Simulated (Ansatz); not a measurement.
## SiC₂N₄: holes, doping and thermopower

Plane-wave DFT in Ansatz, LDA, scalar-relativistic PAW potentials, cutoff 420 eV, no spin-orbit coupling; no spin polarisation. SiC₂N₄ in space group Pn-3m. Boltzmann transport at 300 K in rigid bands with one relaxation time, bands interpolated from the k mesh 4×4×4; values are means over x, y, z.

```tsv
holes (cm⁻³)	size of S (μV/K)	σ/τ (Ω⁻¹ m⁻¹ s⁻¹)
10^18	719.0	2.52e+16
10^19	?	2.52e+17
10^20	322.5	2.51e+18
10^21	127.4	2.4e+19
```

**Question.** Take the lowest doping as non-degenerate: get the effective density of states and the masses, and predict the missing S.

**Answer.** For parabolic bands and one τ, |S| = (k_B/e)(5/2 − η) with k_B/e = 86.17 μV/K and n = N e^η. The first row gives η = -5.84, N = 34.51×10¹⁹ cm⁻³ and, from N = 2.509×10¹⁹ cm⁻³ × m_d^(3/2), a density-of-states mass of 5.74 mₑ (all valleys and bands together). σ/τ = ne²/m_c gives a conductivity mass of 1.12 mₑ; m_d is 5.1 times m_c, the sign of several valleys, several bands or anisotropy. A decade of doping costs (k_B/e) ln 10 = 198.4 μV/K, which predicts 521 μV/K; the run gave 520.6. The gas is still far from degenerate, so the rule holds. At 10^21 cm⁻³ the rule would give 124 μV/K against 127.4. Scattering that depends on energy changes the 5/2, and whether such doping can be reached wasn't computed.

Cost: about 25 core-minutes for the runs cited, on Intel Xeon Processor @ 2.50GHz (Skylake/Cascade Lake) (shared hosts).

The large thermopower reflects a high density of valence states: at a given hole count the Fermi level sits far from the occupied states, so each hole carries much entropy. The logarithmic fall with doping is Boltzmann statistics and says little about the bonding. A density-of-states mass of 5.74 mₑ beside a conductivity mass of 1.12 mₑ means that many states contribute without transport being equally sluggish. Nitrogen π lone-pair states of the carbodiimide links probably form the band top, though no orbital analysis confirms this.

The close match at 10^21 cm⁻³ doesn't show that the gas is still classical, since the doping there exceeds the fitted N. For parabolic bands, Fermi statistics would lift S clearly above the logarithmic rule, so the small deviation suggests that non-parabolicity offsets much of that rise. The slightly sublinear σ/τ points the same way, because parabolic bands would keep it proportional to doping even when degenerate. Without an absolute relaxation time, the data don't establish a favourable power factor.
